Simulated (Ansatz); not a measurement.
**From the elastic tensor of Si6C to moduli and sound speeds**

Level of theory: DFT PBE, scalar-relativistic, plane waves, PAW (Ansatz 0.2.0). Plane waves to 420 eV; Γ-centred k mesh 6×6×6; fixed occupations. No spin polarisation.

Space group R-3 (No. 148), trigonal, a = 9.600 Å, c = 8.914 Å. Si on its first site has 1 C at 2.00 Å and 3 Si at 2.35–2.41 Å; Si on its second site is surrounded by 4 Si at 2.32–2.35 Å; C is surrounded by 1 C at 1.59 Å and 3 Si at 2.00 Å.

It was reached by relaxing an invented guess, and it needn't be the stable form of this composition.

Relaxed-ion constants (GPa, on the Cartesian axes of the calculation):
C11 = 207.7, C12 = 55.6, C13 = 47.7, C14 = 7.0, C15 = -14.8, C22 = 207.7, C23 = 47.7, C24 = -7.0, C25 = 14.8, C33 = 248.2, C44 = 67.4, C46 = 14.8, C55 = 67.4, C56 = 7.0, C66 = 76.0 GPa; the others vanish.

Density 2.528 g/cm³; 14 atoms in 237.15 Å³.

```
Bulk modulus, Voigt / Reuss / Hill          : 107.3 / 106.9 / 107.1 GPa
Shear modulus, Voigt / Reuss / Hill         : 76.3 / 71.8 / 74.0 GPa
Young's modulus                             : 181 GPa
Poisson ratio                               : 0.219
Pugh ratio B/G                              : 1.45 (under 1.75, the rule of thumb for brittle)
Universal anisotropy index                  : 0.32
Longitudinal and transverse sound speeds    : 9023 and 5412 m/s
Debye temperature from the mean sound speed : 694 K
```

The elastic response is that of a stiff, directionally bonded covalent network, with a bulk modulus closer to that of silicon than to the much higher value of silicon carbide. This is reasonable for a framework held together mainly by Si–Si bonds. The Si–C contacts at 2.00 Å are clearly longer than in the carbide, which suggests that the compact carbon pairs fit poorly into the silicon network and that carbon stiffens it less than its content alone would imply.

Symmetry places the C–C bonds along the trigonal axis, and they probably contribute to C33 exceeding C11, although the orientation of the silicon framework may matter as much. The anisotropy lies almost entirely in shear, as the Voigt and Reuss bounds nearly coincide for the bulk modulus but not for the shear modulus. The constants satisfy the criteria for stability against small homogeneous strains, but this doesn't exclude phonon instabilities at finite wavevector.
